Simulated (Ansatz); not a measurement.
# Vacuum decay constant against sample bias for Pb (2×2) and C (√3×√3)R30° overlayers on Cu(111), PBE

Converting a change of tunnelling current into a tip height requires a decay constant, and the decision here is whether one value may serve at every sample bias. If it may not, heights derived from changes of current at different biases each need their own decay constant. The decay constant $\kappa$ of the planar-mean density is calculated with PBE for two ordered overlayers on Cu(111): Pb in a (2×2) cell, with a work function of 3.79 eV, and C in a (√3×√3)R30° cell, with 5.50 eV. Each $\kappa$ is compared with $\kappa_0$, the decay of a free electron at the top of the energy window with no momentum along the surface.

## Systems and settings

Ansatz 0.2.0, plane-wave Kohn-Sham DFT with its default PAW datasets at cutoffs of 420 eV, level as listed. Slabs and stacks are built by hand and relaxed; a single point with 18 Å of vacuum, a dipole correction, Fermi-Dirac smearing of 0.05 eV and meshes of 12 to 18 points along the first in-plane vector gives the density of the states between the Fermi level and the sample bias. Its planar mean n(z) is fitted as exp(−2κz) between 3 and 5 Å above the top atom. Spin-paired, no spin-orbit coupling.

Notes on method and selection:

- A free electron at the Fermi level with no momentum along the surface decays with κ₀ = 0.5123·√Φ Å⁻¹, Φ in eV; momentum along the surface raises κ, and the slow approach of the potential to the vacuum level lowers it.
- The tip is left out (Tersoff-Hamann).
- Slabs this thin have discrete subbands, so κ depends on which of them fall in the window.
- Windows narrower than 0.1 V hold too few states on these meshes and are not listed; a blank corrugation was not computed at that height.
- Runs in which the search for lower states was switched off are not listed.
- Work functions and vacuum levels are read from the electrostatic potential (Hartree and local ionic parts), which a warning of a rough exchange-correlation potential in thin density does not concern.
- Sites and patterns name the starting structure; atoms can leave their sites in the relaxation.
- The default PAW datasets of this version of Ansatz are the set soft_2.
- Runs that did not converge, have known faults or may not be shown are not listed, and runs on Ansatz's PAW sets soft_1 and soft_2 are kept to separate tables.

Columns:

- bias (V): sample bias; negative images filled states.
- κ₀ of window top (Å⁻¹): 0.5123·√(Φ − E) for the highest energy E in the window, from the Fermi level.
- κ (Å⁻¹): decay constant κ of the window's density.
- corrugation (Å): corrugation at constant current, set to the mean density at the first listed height.

## Computed values

```
member  surface                                               bias (V)  κ₀ of window top (Å⁻¹)  κ (Å⁻¹)  corrugation (Å)
−1.2 V  Cu(111)-(2x2)-Pb, top site (PBE, Φ 3.79 eV, 3 Å)      −1.2      0.997                   1.103    0.799
−0.4 V  Cu(111)-(2x2)-Pb, top site (PBE, Φ 3.79 eV, 3 Å)      −0.4      0.997                   1.079    0.670
+0.4 V  Cu(111)-(2x2)-Pb, top site (PBE, Φ 3.79 eV, 3 Å)      0.4       0.943                   0.998    0.759
+1.2 V  Cu(111)-(2x2)-Pb, top site (PBE, Φ 3.79 eV, 3 Å)      1.2       0.825                   0.978    0.694
−1 V    Cu(111)-(r3xr3)R30-C, hcp site (PBE, Φ 5.50 eV, 3 Å)  −1.0      1.202                   1.420    0.564
−0.5 V  Cu(111)-(r3xr3)R30-C, hcp site (PBE, Φ 5.50 eV, 3 Å)  −0.5      1.202                   1.423    0.673
−0.1 V  Cu(111)-(r3xr3)R30-C, hcp site (PBE, Φ 5.50 eV, 3 Å)  −0.1      1.202                   1.459    0.832
+0.1 V  Cu(111)-(r3xr3)R30-C, hcp site (PBE, Φ 5.50 eV, 3 Å)  0.1       1.191                   1.259    0.468
+0.5 V  Cu(111)-(r3xr3)R30-C, hcp site (PBE, Φ 5.50 eV, 3 Å)  0.5       1.146                   1.296    0.591
+1 V    Cu(111)-(r3xr3)R30-C, hcp site (PBE, Φ 5.50 eV, 3 Å)  1.0       1.087                   1.317    0.663
```

## What drives the series

On both surfaces the empty states reach farther into the vacuum than the filled ones. Over the four Pb rows $\kappa$ goes from 1.103 Å⁻¹ at −1.2 V to 0.978 Å⁻¹ at +1.2 V, a mean slope of (0.978 − 1.103) / 2.4 = −0.052 Å⁻¹ per volt. The fall is not steady, however: in the windows narrower than 0.1 V, which were computed but are not listed, $\kappa$ is lowest just above the Fermi level and is higher again at +0.4 V. For C the values form two groups. The three filled-state values lie between 1.420 and 1.459 Å⁻¹, the three empty-state values between 1.259 and 1.317 Å⁻¹.

The barrier gives the expected direction: a state at higher energy $E$ has less barrier above it, so $\kappa_0 = 0.5123\sqrt{\Phi - E}$ falls. The size of the difference between the two signs does not follow from this alone. For C at ±1.0 V, $\kappa$ differs by 1.420 − 1.317 = 0.103 Å⁻¹ and $\kappa_0$ by 1.202 − 1.087 = 0.115 Å⁻¹; at ±0.5 V the differences are 1.423 − 1.296 = 0.127 Å⁻¹ and 1.202 − 1.146 = 0.056 Å⁻¹.

The second influence is momentum along the surface, $\kappa^2 = \kappa_0^2 + k_\parallel^2$, which makes a state decay faster. It offers an explanation for the empty states of C, where $\kappa$ rises by 0.058 Å⁻¹ from +0.1 to +1.0 V although $\kappa_0$ falls by 0.104 Å⁻¹. The wider window contains the narrower one, so the added states must on average decay faster than those already present, despite their higher energy. The window at +0.1 V holds few states, but the rise continues from +0.5 to +1.0 V. For Pb the same effect, together with the lower-lying states that remain in the wider window, would explain why $\kappa$ falls by only 0.020 Å⁻¹ from +0.4 to +1.2 V, against 0.118 Å⁻¹ for $\kappa_0$.

Between the surfaces, the work function sets most of the offset. At −0.5 V for C and −0.4 V for Pb, $\kappa$ differs by 1.423 − 1.079 = 0.344 Å⁻¹, of which $\kappa_0$ supplies 1.202 − 0.997 = 0.205 Å⁻¹.

## Members off the line

The two narrowest windows of the carbon overlayer stand out. Between −0.1 and +0.1 V, $\kappa$ drops by 1.459 − 1.259 = 0.200 Å⁻¹, while $\kappa_0$ changes by only 0.011 Å⁻¹. Where bands run smoothly through the Fermi level, narrow windows on its two sides hold nearly the same kind of states and should decay alike. Sparse sampling may contribute to the step, since a window of 0.1 V catches few states on a finite mesh. But the excess over the barrier is not confined to the narrowest windows: at ±0.5 V $\kappa$ still differs by 0.127 Å⁻¹, against 0.056 Å⁻¹ for $\kappa_0$. A band that begins or ends near the Fermi level would also produce a step, whether it belongs to the overlayer or comes from the thinness of the slab. The series has no second mesh or slab thickness for these windows, so the cause stays open.

Read through $k_\parallel = \sqrt{\kappa^2 - \kappa_0^2}$, the window at −0.1 V corresponds to about 0.83 Å⁻¹ and that at +0.1 V to about 0.41 Å⁻¹. A few states of large momentum on one side and of small momentum on the other would produce the step. The corrugation changes in the same direction, from 0.832 to 0.468 Å, as expected if the fast-decaying states also carry more lateral contrast.

The Pb rows begin at 0.4 V because the narrower windows hold too few states to be listed. Those windows do show a step at the Fermi level, in the same direction as for C and larger than the difference between −0.4 and +0.4 V; its cause is just as open. The corrugation of Pb does not follow $\kappa$ as it does in the narrow windows of C: at ±0.4 V it is larger on the empty side, 0.759 against 0.670 Å, where the decay is slower.

## Worked examples

**How much does the height scale of the carbon overlayer change between −0.5 and +0.5 V?**
A tenfold change of current corresponds to a height of $\ln 10 / (2\kappa)$. At −0.5 V this is 2.30 / (2 × 1.423) = 0.81 Å, and at +0.5 V it is 2.30 / (2 × 1.296) = 0.89 Å. Without a tip field, using the filled-state value for the empty states makes heights too small by about 9 %. The field estimated in the last section makes this error smaller but does not remove it.

**May one decay constant serve for Pb at +0.4 and +1.2 V?**
The heights per tenfold change of current are 2.30 / (2 × 0.998) = 1.15 Å and 2.30 / (2 × 0.978) = 1.18 Å. The difference of about 2 % is small enough for most height conversions. With the tip field estimated in the last section it changes sign but stays at a few per cent. Between −1.2 and +1.2 V the ratio of the decay constants is 1.103 / 0.978 = 1.13 without a tip, but the same estimate removes this difference and slightly reverses it, so the table gives no ground for separate values in a measurement at these two biases.

**Can the work function be read from the decay?**
The apparent barrier is $(\kappa / 0.5123)^2$ in eV. For C at −0.5 V it is (1.423 / 0.5123)² = 7.7 eV, well above the work function of 5.50 eV. For Pb at +0.4 V it is (0.998 / 0.5123)² = 3.8 eV, which matches the work function of 3.79 eV only through cancellation: the top of that window has a barrier of 3.79 − 0.4 = 3.39 eV, and the faster decay makes up the difference.

## Rules of thumb and their limits

Without a tip, the density of filled states decays faster than that of empty states on both surfaces, and within one sign the listed windows of 0.4 V and wider agree to 0.024 Å⁻¹ or better. Whether measured heights need a separate decay constant for each sign does not follow from this, because the field of the tip works against the difference. These statements cover two overlayers, up to 1.2 V for Pb and 1.0 V for C.

The calculation has no tip and hence no field between tip and sample. With a tip of equal work function, that field raises the mean barrier for empty sample states by half the bias and lowers it for filled ones by as much. The effect can be estimated by adding this half to the apparent barrier, or taking it away, in eV. For C at +1.0 V this gives 1.317 / 0.5123 × 1.317 / 0.5123 + 1.0 / 2 = 7.11, and at −1.0 V 1.420 / 0.5123 × 1.420 / 0.5123 − 1.0 / 2 = 7.18, so the difference between the signs all but closes. For Pb at +1.2 V it gives 0.978 / 0.5123 × 0.978 / 0.5123 + 1.2 / 2 = 4.24, and at −1.2 V 1.103 / 0.5123 × 1.103 / 0.5123 − 1.2 / 2 = 4.04, so the order reverses. For C at +0.5 V it gives 1.296 / 0.5123 × 1.296 / 0.5123 + 0.5 / 2 = 6.65, and at −0.5 V 1.423 / 0.5123 × 1.423 / 0.5123 − 0.5 / 2 = 7.47, so part of the difference survives. The field also shifts windows of one sign against each other, as the C values at +0.5 and +1.0 V show. This is a rough estimate, but it is enough to keep the tip-free values from deciding the question for measured heights. PBE also lacks the long image tail of the surface potential; including it would lower $\kappa$. Spin-orbit coupling, strong in Pb, could move subbands into or out of a window and shift $\kappa$ either way. Both single points carry a warning of a rough exchange-correlation potential in thin density, where $\kappa$ is fitted, so small differences deserve little weight. The Pb single point carries a second warning, that its published levels were not confirmed; what this does to $\kappa$ is not known.

[Logs are printed without paths, hosts, clocks, repeated set-up lines and the standing remarks that a program may print on its own settings, such as how far it seeks lower states.]
